Q: I have five radicals of formula C₂H₇Ge, and they differ only in how the atoms are linked. Which one is the most stable, and by how much?

A: At the functional level, r2SCAN-D4/def2-SVP, it is (CH₃)₂GeH, which lies 7.6 kcal/mol below the next one, CH₃CH₂GeH₂. Two differences are worth remembering. Moving one hydrogen from germanium to carbon, so that the unpaired electron ends up on germanium, lowers the energy by 11 to 16 kcal/mol at these shapes, and probably by a few more once the shapes are relaxed at a better level. Rebuilding the chain C-C-Ge as C-Ge-C, with the unpaired electron on the same element, lowers it by another 3 to 8. (CH₃)₂GeH has both advantages.

Electronic energy of the second C₂H₇Ge isomer less that of the first, for isolated neutral doublet radicals at geometries relaxed with GFN2-xTB in xtb 6.7.1. The Hartree–Fock (HF/STO-3G) and functional-level (r2SCAN-D4/def2-SVP) energies were computed with Ansatz 0.2.0, spin-unrestricted and without relativistic terms.

```
     system                           first isomer                          second isomer  at hf sto 3g (kcal/mol)  at gfn2 xtb (kcal/mol)  at functional level (kcal/mol)
C2H7Ge #b67  CH2(1) CH2(2) GeH3(3); links 1-2, 2-3   CH3(1) CH3(2) GeH(3); links 1-3, 2-3                   -8.150                  -25.72                         -20.030
C2H7Ge #03e  CH2(1) CH2(2) GeH3(3); links 1-2, 2-3  CH3(1) CH2(2) GeH2(3); links 1-2, 2-3                    3.210                  -26.42                         -12.440
C2H7Ge #a1b  CH2(1) CH3(2) GeH2(3); links 1-3, 2-3  CH3(1) CH2(2) GeH2(3); links 1-2, 2-3                   16.640                  -30.00                          -8.100
C2H7Ge #8fd  CH2(1) CH2(2) GeH3(3); links 1-2, 2-3  CH2(1) CH3(2) GeH2(3); links 1-3, 2-3                  -13.430                    3.58                          -4.340
C2H7Ge #920  CH2(1) CH2(2) GeH3(3); links 1-2, 2-3   CH3(1) CH(2) GeH3(3); links 1-2, 2-3                   -8.330                   -3.88                          -1.360
C2H7Ge #384  CH2(1) CH3(2) GeH2(3); links 1-3, 2-3   CH3(1) CH(2) GeH3(3); links 1-2, 2-3                    5.100                   -7.46                           2.980
C2H7Ge #e8d   CH3(1) CH3(2) GeH(3); links 1-3, 2-3  CH3(1) CH2(2) GeH2(3); links 1-2, 2-3                   11.360                   -0.70                           7.580
C2H7Ge #99b  CH3(1) CH2(2) GeH2(3); links 1-2, 2-3   CH3(1) CH(2) GeH3(3); links 1-2, 2-3                  -11.540                   22.54                          11.080
```

Q: How do I read a row?

A: Each value is the energy of the second isomer less that of the first, so a negative value means that the second is lower. The numbers in brackets only label the atoms, and the links say which of them are bonded. Eight pairs made from five structures hold just four independent differences. The rows therefore check each other less than their number suggests.

Q: Why should the unpaired electron prefer germanium?

A: It is mostly the hydrogen that decides. Take row 03e, where CH₂CH₂GeH₃ is compared with CH₃CH₂GeH₂. Both radicals are ethylgermane less one hydrogen atom, taken from carbon in the first case and from germanium in the second. With D for the energy needed to break a bond, the parent molecule and the free hydrogen atom drop out of the difference:

E(CH₃CH₂GeH₂) − E(CH₂CH₂GeH₃) = D(Ge–H) − D(C–H) = −12.4 kcal/mol

No run here takes the bond apart, but a weaker Ge–H bond is what one expects. The 4s and 4p orbitals of germanium are larger than the valence orbitals of carbon, so the bond is longer and the shared electrons are held less tightly between the nuclei. At the bond's own length the overlap with hydrogen need not be smaller. The better radical is the one that has given up the weaker bond and kept the stronger. I'll call this change the site step.

Q: And why does germanium like to sit in the middle? I would have thought that a C–C bond is worth keeping.

A: It is worth keeping, but the rearrangement pays for it. Going from CH₂CH₂GeH₃ to CH₂GeH₂CH₃, row 8fd, exchanges a C–C bond for a weaker C–Ge bond and at the same time a Ge–H bond for a stronger C–H bond. The hydrogen exchange brings in about 12 kcal/mol and the exchange in the skeleton costs about 8, which leaves a gain of 4. That cost is what row a1b shows, since its two isomers have equal numbers of C–H and of Ge–H bonds and, as far as bonds are counted, differ only in C–Ge against C–C. This split is a way of counting bonds, not a separate measurement, because a1b is exactly 03e less 8fd.

Q: Can I build the other rows from these two steps?

A: Yes, roughly. The model takes the site step from row 03e and the skeleton step from row 8fd, adds them as often as a pair requires, and fits nothing. Row b67, from CH₂CH₂GeH₃ to (CH₃)₂GeH, needs one of each and was not used to set them:

−12.4 + (−4.3) = −16.8 kcal/mol

The calculation gives −20.0, so the model finds most of the difference and misses about 3 kcal/mol. It treats a bond as the same in every surrounding, whereas the site step is in fact larger in the C-Ge-C skeleton than in the C-C-Ge one. The printed output after this text lists the model for every row and level.

Q: Row 920 looks odd. The value is close to zero.

A: The count predicts zero there. CH₂CH₂GeH₃ and CH₃CHGeH₃ have the same numbers of each kind of bond, and both carry the unpaired electron on carbon. Two smaller effects are expected to oppose each other: CH₃CHGeH₃ gains as the more substituted radical, while CH₂CH₂GeH₃ can gain from the neighbouring C–Ge bond if its conformer lines that bond up with the half-filled orbital. What remains is 1.4 kcal/mol, too little to settle the order with a small basis and a single conformer of each isomer. For the same reason I'd treat the signs of 384 and 8fd, at 3 and 4 kcal/mol, as tentative.

Q: GFN2-xTB is fast. Could I have used it alone?

A: Not for the order of all five. xTB has the right sign for the site step but makes it about twice as large, −26 instead of −12 kcal/mol in row 03e. It has the wrong sign for the skeleton step, and so it disagrees in sign with the functional level in exactly the three rows where only the skeleton changes: 8fd, 384 and e8d. The firmest of these is e8d, where xTB gives −0.7 and the functional level 7.6.

Q: Yet in b67 xTB is only 6 kcal/mol off, and in a1b it is off by 22. Why such a spread?

A: The same two errors are at work in both rows. Relative to the functional level, xTB favours the site step by 14 kcal/mol too much and disfavours the skeleton step by 8. Row b67 takes both steps forwards, so the errors partly cancel. Row a1b takes the site step forwards and the skeleton step backwards, so they add up to 22. The good value in b67 is therefore no sign that xTB describes that pair better.

Q: What does xTB get wrong physically?

A: For the site step there is a plausible candidate, though no run here tests it. xTB has no spin polarisation: no term of its energy depends on the difference between spin-up and spin-down density. The exchange energy missed in this way should be larger on carbon, whose 2p shell is compact, than on germanium, so leaving it out would penalise the carbon radicals. I'd expect it to account for part of the 14 kcal/mol, not for all of it. The skeleton error probably has another source. Where only the skeleton changes, both isomers carry the unpaired electron on the same element, so the missing exchange energy should largely cancel.

Q: Then I would turn to Hartree–Fock, which at least treats spin properly.

A: With the minimal STO-3G basis it fails on the other step. It exaggerates the preference for C-Ge-C in row 8fd, −13 against −4 kcal/mol, and reverses the site step in row 03e, +3 against −12. Its sign is wrong in 03e, a1b and 99b, and in all three the radical site changes. A minimal basis gives the valence orbitals no freedom to change size and little freedom to polarise in a bond, and Hartree–Fock leaves out electron correlation. The shapes are a third suspect: they come from xTB and, as discussed below, probably put the germanium radicals too high, so a reversal as small as the +3 of row 03e may not survive better shapes. The table can't separate these causes, but I'd expect basis and shape to weigh more than correlation.

Q: Is 99b the same failure as 03e? The Hartree–Fock value is much larger there.

A: Mostly, but a second error is added to it. Row 99b undoes the site step, but it ends at CH₃CHGeH₃ instead of CH₂CH₂GeH₃. Hartree–Fock places the first of these 8.3 kcal/mol below the second, where the functional level sees hardly any difference. Together with the reversed site step this gives −8.3 − 3.2 = −11.5 kcal/mol. Measured against the functional level, the error is about 23 kcal/mol: 16 come from the site step, as in 03e, and 7 from the comparison of the two carbon radicals.

Q: You use the functional level as the yardstick. How far do you trust that one?

A: For the signs of the larger differences, fairly well; for their size, less. No search for a lower electronic state was made at this level. Its energies were computed at shapes relaxed with xTB. Compared with the shape from another functional, PBE0, xTB makes (CH₃)₂GeH too pyramidal and its bonds to germanium too long. Errors of this kind probably put the germanium radicals too high. When shapes and energies both come from PBE0, row a1b moves from −8.1 to −12.4 kcal/mol. The site step in the C-Ge-C skeleton moves from −15.7 to −19.3. Row e8d, which compares two germanium radicals, moves by less than 1. That pattern fits an error of shape, although the functional was changed at the same time. If it is one, part of the 14 kcal/mol charged to xTB in the site step belongs to the yardstick.

Q: I grow germanium films from alkylgermanes, for transistor channels. What does this tell me about the precursor?

A: For ethylgermane and dimethylgermane, it says that losing a hydrogen atom from germanium costs less energy than losing one from a methyl group. The radical left behind is then centred on germanium. These are electronic energies of isolated radicals, without zero-point motion, so they say nothing about barriers, about what happens on the growing surface, or about the Ge–C bond, which may well break first.

Q: And if I must screen many such isomers cheaply?

A: First sort the pairs by what changes: the element that carries the unpaired electron, the skeleton, or both. Then compute one pair of each kind at a better level, because a cheap method can be right for one change and wrong for the other. Don't take agreement between the cheap methods as a guarantee. In b67 all three levels agree on the sign, and Hartree–Fock still finds less than half of the energy difference.

Printed output of the fit:

```
Two-step model in kcal/mol:
          row  site_steps  skeleton_steps  model_functional  model_xTB  model_HF
  C2H7Ge #b67           1               1            -16.78     -22.84    -10.22
  C2H7Ge #03e           1               0            -12.44     -26.42      3.21
  C2H7Ge #a1b           1              -1              -8.1        -30     16.64
  C2H7Ge #8fd           0               1             -4.34       3.58    -13.43
  C2H7Ge #920           0               0                 0          0         0
  C2H7Ge #384           0              -1              4.34      -3.58     13.43
  C2H7Ge #e8d           0              -1              4.34      -3.58     13.43
  C2H7Ge #99b          -1               0             12.44      26.42     -3.21
Difference from the functional level in kcal/mol:
          row  xTB_less_functional  HF_less_functional
  C2H7Ge #b67                -5.69               11.88
  C2H7Ge #03e               -13.98               15.65
  C2H7Ge #a1b                -21.9               24.74
  C2H7Ge #8fd                 7.92               -9.09
  C2H7Ge #920                -2.52               -6.97
  C2H7Ge #384               -10.44                2.12
  C2H7Ge #e8d                -8.28                3.78
  C2H7Ge #99b                11.46              -22.62
Largest miss of two-step model at functional level (kcal/mol): 3.25
Largest miss of two-step model at xTB (kcal/mol): 3.88
Largest miss of two-step model at HF/STO-3G (kcal/mol): 8.33
Largest miss of site step alone at functional level (kcal/mol): 7.59
Site step in C-Ge-C skeleton at functional level (kcal/mol): -15.69
Site step in C-Ge-C skeleton at xTB (kcal/mol): -29.3
Site step in C-Ge-C skeleton at HF/STO-3G (kcal/mol): 5.28
Relaxed PBE0 value for a1b (kcal/mol): -12.45
Relaxed PBE0 value for e8d (kcal/mol): 6.878
Relaxed PBE0 site step in C-Ge-C skeleton (kcal/mol): -19.33
Relaxed PBE0 less table for a1b (kcal/mol): -4.35
Relaxed PBE0 less table for e8d (kcal/mol): -0.7025
Relaxed PBE0 less table for site step in C-Ge-C skeleton (kcal/mol): -3.637
```
